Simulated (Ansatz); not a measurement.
**From the elastic tensor of CdTe at 7 GPa (stress–strain coefficients) to moduli and sound speeds**

The calculation used Ansatz 0.2.0, DFT LDA, scalar-relativistic, plane waves, PAW. Settings: 420 eV plane-wave cutoff, Γ-centred 8×8×8 mesh, fixed occupations. No spin polarisation.

Symmetry: F-43m, No. 216, cubic system. Conventional cell: a = 6.168 Å, b = 6.168 Å, c = 6.168 Å, α = 90.00°, β = 90.00°, γ = 90.00°. Around Cd (site symmetry -43m) lie 4 Te at 2.67 Å. Around Te (site symmetry -43m) lie 4 Cd at 2.67 Å.

Spin–orbit coupling is left out, which matters for heavy elements. The real crystal has changed phase below this pressure. The bands were filled as in an insulator; under compression the gap may have closed between mesh points.

Relaxed-ion constants (GPa, on the Cartesian axes of the calculation):
C11 = 85.6, C12 = 73.6, C13 = 73.6, C22 = 85.6, C23 = 73.6, C33 = 85.6, C44 = 17.0, C55 = 17.0, C66 = 17.0 GPa; the others vanish.

Density 6.794 g/cm³; 2 atoms in 58.66 Å³.

The values that follow are for a polycrystal of randomly turned grains, by Hill's mean where one number stands. In a crystal this anisotropic the Voigt and Reuss bounds lie far apart, so Hill's mean and the sound speeds and Debye temperature from it are rough.

With S = C⁻¹: B_V = (C11+C22+C33+2(C12+C13+C23))/9, G_V = (C11+C22+C33−C12−C13−C23+3(C44+C55+C66))/15, 1/B_R = S11+S22+S33+2(S12+S13+S23), 15/G_R = 4(S11+S22+S33−S12−S13−S23)+3(S44+S55+S66); Hill is their mean. Then v_l = √((B+4G/3)/ρ), v_t = √(G/ρ), v_m = [(2/v_t³+1/v_l³)/3]^(−1/3) and Θ = (ħ/k_B)·v_m·(6π²n/V)^(1/3) for n atoms in the volume V; E = 9BG/(3B+G), ν = (3B−2G)/(2(3B+G)) and A^U = 5G_V/G_R + B_V/B_R − 6.

```
Bulk modulus, Voigt / Reuss / Hill          : 77.6 / 77.6 / 77.6 GPa
Shear modulus, Voigt / Reuss / Hill         : 12.6 / 9.8 / 11.2 GPa
Young's modulus                             : 32 GPa
Poisson ratio                               : 0.431
Pugh ratio B/G                              : 6.92
Universal anisotropy index                  : 1.41
Longitudinal and transverse sound speeds    : 3690 and 1284 m/s
Debye temperature from the mean sound speed : 141 K
```

Cost: 1 run of about 4.9 core-minutes, on AMD EPYC (Zen 3) (shared hosts).

Zinc-blende CdTe at this pressure resists compression far better than shear: the bulk modulus is 77.6 GPa, while C44 is only 17.0 GPa and C11 lies barely above C12. The open tetrahedral network explains this. Volume change must shorten the Cd–Te bonds, whereas shear can proceed largely by bending bond angles, and the restoring forces for that are weak in so ionic a semiconductor. Compression probably widens the contrast, since bonds under load stiffen against shortening but favour buckling. The tetragonal shear governed by C11 − C12 is the softest, so the crystal is stiffest in uniaxial loading along the ⟨111⟩ bond directions and most compliant along ⟨100⟩.

The large Pugh ratio therefore reflects weak angular forces and is no evidence of metallic bonding or easy dislocation glide. The constants satisfy the cubic stability conditions, so the lattice withstands small homogeneous strains, which is compatible with metastability against a reconstructive transition. Stability against phonons of finite wavevector remains untested.
